The field gradient of a point charge falls as the inverse cube of distance, so going 1.6 times farther away should cost a factor of four. Around a positively charged arsenic atom in silicon carbide, the computed gradient on carbon drops by a factor of eleven over that step, from C25 to C26, and beyond that it shows no steady fall. Silicon atoms as far away as C26 have gradients at least three times as large. Distance alone does not order these sites, but up to three bonds away from arsenic, the number of bonds does. In units of 10²¹ V/m², the gradient is about 2.5 one bond away, about 1 two bonds away and about 0.2 three bonds away.

The field gradients were calculated with Ansatz 0.2.0 (plane waves, PBE, default PAW datasets, scalar-relativistic, no spin polarisation) with a 420 eV cutoff and a 4x3x2 k-point mesh. The 48-atom SiC supercell has one Si replaced by As, a charge of +1 and relaxed atoms. Vzz is the principal component largest in magnitude, and the asymmetry is (Vxx - Vyy)/Vzz.

```
atom  like atoms  distance from the defect (Å)  Vzz (1e21 V/m^2)  asymmetry  potential at the nucleus less that at the nearest site of the element (V)
 As1           1                          0.03             -0.41       0.13                                                                       0.00
 C38           2                          1.92              2.35       0.07                                                                       0.00
 C40           1                          1.92              2.38       0.07                                                                      -0.04
 C25           1                          1.96              2.60       0.00                                                                      -0.06
 Si7           1                          3.08              0.73       0.93                                                                       0.00
 Si3           1                          3.10              0.79       0.25                                                                      -0.06
 Si5           1                          3.10              0.93       0.28                                                                      -0.07
 Si9           1                          3.10              0.84       0.38                                                                      -0.08
Si16           1                          3.10              1.62       0.22                                                                      -0.17
Si11           1                          3.10              1.00       0.30                                                                      -0.09
Si20           1                          3.10              1.68       0.16                                                                      -0.15
Si14           1                          3.10              1.69       0.16                                                                      -0.15
 C26           1                          3.12              0.23       0.03                                                                      -0.75
Si13           1                          3.13              0.90       0.38                                                                      -0.12
Si19           1                          3.13              0.91       0.38                                                                      -0.12
Si15           1                          3.14              1.01       0.11                                                                      -0.15
 C48           1                          3.60              0.10       0.64                                                                      -0.73
 C46           1                          3.60              0.09       0.17                                                                      -0.69
 C27           2                          3.63              0.24       0.19                                                                      -0.79
 C29           1                          3.63              0.24       0.30                                                                      -0.79
 C31           1                          3.63              0.27       0.27                                                                      -0.72
 C35           1                          3.63              0.24       0.28                                                                      -0.79
Si24           1                          4.35              0.67       0.02                                                                      -0.23
Si22           1                          4.35              0.71       0.23                                                                      -0.21
```

Vzz is the largest principal component of the electric field gradient at a nucleus. The asymmetry is zero when the other two components are equal, and it approaches one when one of them vanishes. The arsenic sits on a silicon site and has given up its donor electron, which leaves a closed shell. The atoms were relaxed, and only the cell kept its size. A uniform background balances the charge of the repeated cell.

The direct field of the charge is easily estimated. For a bare charge +e at distance r,

Vzz = 2e / (4πε₀r³)

With e/(4πε₀) = 14.4 V Å and r = 1.96 Å for C25, this is 28.8/7.53 = 3.8 V/Å². One V/Å² is 10²⁰ V/m², so the estimate is 0.38 in the units of the table.

The computed value at C25 is 2.60, seven times the estimate. At C26 the same formula falls short by a factor of only 2.4. The inner electrons of an atom modify a gradient that comes from outside, but they do so by nearly the same factor on two carbon atoms. Such a common factor therefore does not explain why the bonded carbon stands out so strongly. The output after this text gives these comparisons, in which no constant was adjusted.

The larger source lies within the atom itself. A p electron close to its own nucleus produces a far stronger gradient than a charge two ångström away. When an atom has four equal bonds in a tetrahedron, the contributions of its p electrons cancel. If one bond loses electrons, the cancellation fails and a gradient appears along that bond. Its sign is positive, because negative charge is lacking along the axis.

This is what bonding theory leads us to expect next to a positive arsenic atom. Arsenic draws electrons towards itself, and each neighbouring carbon atom gives them up mainly from the one bond that faces it. The calculation agrees in sign and in shape: Vzz is positive on all four bonded carbon atoms, and their asymmetry is at most 0.07. One odd bond among four has just this symmetry about its own axis. A bare charge would give the same sign and shape, however, so it is the size of the gradient that speaks for the bond.

The silicon atoms near 3.1 Å are two bonds away, each sharing one carbon atom with arsenic. That carbon atom has lost electrons to arsenic and should make up part of the loss from its other bonds. The silicon atom is then left with one odd bond of its own, a weaker copy of the one on carbon. Silicon and carbon differ in their p orbitals and inner shells, and some silicon atoms farther out still have gradients of about 0.7, so the step from 2.5 to 1 does not measure how much of the disturbance each bond passes on.

Si7 has an asymmetry of 0.93, whereas no other silicon atom near 3.1 Å exceeds 0.38. The cause is the repeated cell, whose shortest edge is twice the distance from arsenic to Si7: Si7 lies midway between arsenic and its periodic image. It therefore has two odd bonds, one towards each arsenic atom. This makes it an unintended test of whether bonds or bare charges produce the gradient.

Suppose that one odd bond gives a gradient v along its own direction. Along a line at angle θ to that bond, the gradient is then

v (3cos²θ − 1)/2

Now add two such bonds that meet at the tetrahedral angle. Along the line that bisects them, cos²θ is 1/3 and the sum is zero. Along the line perpendicular to it in their plane, cos²θ is 2/3 and the sum is v. At right angles to the plane the sum is −v. The three components are v, 0 and −v, so the asymmetry should be one while Vzz stays as large as for a single odd bond.

The computed components at Si7 are 0.73, −0.03 and −0.70, very close to this pattern. Two bare charges on opposite sides of the atom would act along one common line and give an asymmetry of zero. The result thus favours the bonds as the source, although it rests on a single site. It also shows that the asymmetry of Si7 belongs to the small cell and would not be found around an isolated arsenic atom.

The same addition explains why the defect atom itself has a modest gradient. Four equal odd bonds in a tetrahedron sum to zero, and arsenic has four carbon neighbours at nearly equal distances. The cancellation is incomplete, since neither the crystal nor the repeated cell has full tetrahedral symmetry around the atom. Whether one bond is longer than the others cannot be read from the table, because its distances start from a point 0.03 Å away from the arsenic nucleus. The remaining gradient of −0.41 is about one sixth of that at C25 in size. Its asymmetry of 0.13 is no sign of a distortion peculiar to arsenic, because the cell has unequal edges around the defect and already breaks the threefold symmetry.

C26 shows most clearly that bonds matter more than ångström. It is only 3.12 Å from arsenic, but the shortest path along bonds runs through a carbon and a silicon atom and takes three steps. Its Vzz of 0.23 lies within the range of the carbon atoms near 3.6 Å, which are also three bonds away. The potential at the nucleus shows the same step: it falls by 0.69 V from C25 to C26 and then changes by less than 0.1 V.

Gradients this small should not be credited to arsenic alone. Before relaxation the atomic positions repeat every half cell along the stacking axis, which makes the host 2H-SiC, a hexagonal form whose atoms have some gradient even in the perfect crystal. On the outer carbon atoms this background may be as large as the effect of the defect, so the factor of eleven is not a pure decay law. It also makes the asymmetry a fragile quantity there. The value of 0.64 at C48 looks striking, but it corresponds to a difference of only 0.06 between the two smaller components.

Three silicon atoms, Si14, Si16 and Si20, have a mean Vzz of 1.66, while the other eight near 3.1 Å average 0.89. Their distances are the same as those of several ordinary sites, so the difference must lie in direction or surroundings. In 2H-SiC, exactly three of the silicon neighbours have their odd bond along the stacking axis. The gradient of the perfect host points along that axis too, and it is the same at every silicon atom.

If the host gradient is positive, it adds in full to an odd bond along the stacking axis. For a bond tilted at the tetrahedral angle, cos²θ is 1/9, and the formula above gives a contribution of minus one third along that bond. Three high values and a lower remainder would follow. To open the whole gap between 1.66 and 0.89, the gradient along the axis would have to be about 0.6. But a second gradient at the tetrahedral angle to an odd bond also makes the atom asymmetric, as at Si7. If all these sites shared a gradient of 0.6 along the axis, those with tilted bonds would have asymmetries well above 0.38, the most that any of them except Si7 reaches. A shared gradient can thus explain only part of the gap. The rest would have to act on the three atoms in particular, and the table does not show where it comes from. That these three atoms are the ones with the aligned bond is a guess, based on their number and their similar values. The directions of their principal axes would test it.

The silicon atoms at 4.35 Å are four bonds away and break the order by bonds, for they still have a Vzz of about 0.7. This must not be taken for the value of the undisturbed crystal. Perfect 2H-SiC has only one kind of silicon site and so allows only one value. Silicon atoms elsewhere in the same cell have values near −0.1, 0.4 and 0.7. The charged defect and its images therefore still act on sites that look remote, and a cell of 48 atoms is too small to show where the disturbance ends.

For a similar charged dopant on a tetrahedral site, the first step is thus to sort the sites by element and by the number of bonds to the dopant. Within each such group here, the gradient shows no steady fall with distance.

Printed output of the fit:

```
Lowest Vzz of the bonded C (1e21 V/m^2): 2.35
Highest Vzz of the bonded C (1e21 V/m^2): 2.6
Vzz of C25 over Vzz of C26: 11.3
Same ratio expected from the inverse cube of distance: 4.034
Bare point charge at C25 (1e21 V/m^2): 0.3825
Bare point charge at C26 (1e21 V/m^2): 0.09482
Computed Vzz over bare point charge at C25: 6.798
Computed Vzz over bare point charge at C26: 2.426
Lowest Vzz of C near 3.6 A (1e21 V/m^2): 0.09
Highest Vzz of C near 3.6 A (1e21 V/m^2): 0.27
Number of distinct Si sites near 3.1 A: 11
Number of these with high Vzz: 3
Mean Vzz of the high Si (1e21 V/m^2): 1.663
Mean Vzz of the other Si near 3.1 A (1e21 V/m^2): 0.8887
Lowest Vzz of Si near 3.1 A over Vzz of C26: 3.174
Mean Vzz of Si at 4.35 A (1e21 V/m^2): 0.69
High Si less Si at 4.35 A, mean Vzz (1e21 V/m^2): 0.9733
Size of Vzz at C25 over size at As: 6.341
Fall of potential from C25 to C26 (V): 0.69
Vxx less Vyy at C48 (1e21 V/m^2): 0.064
```
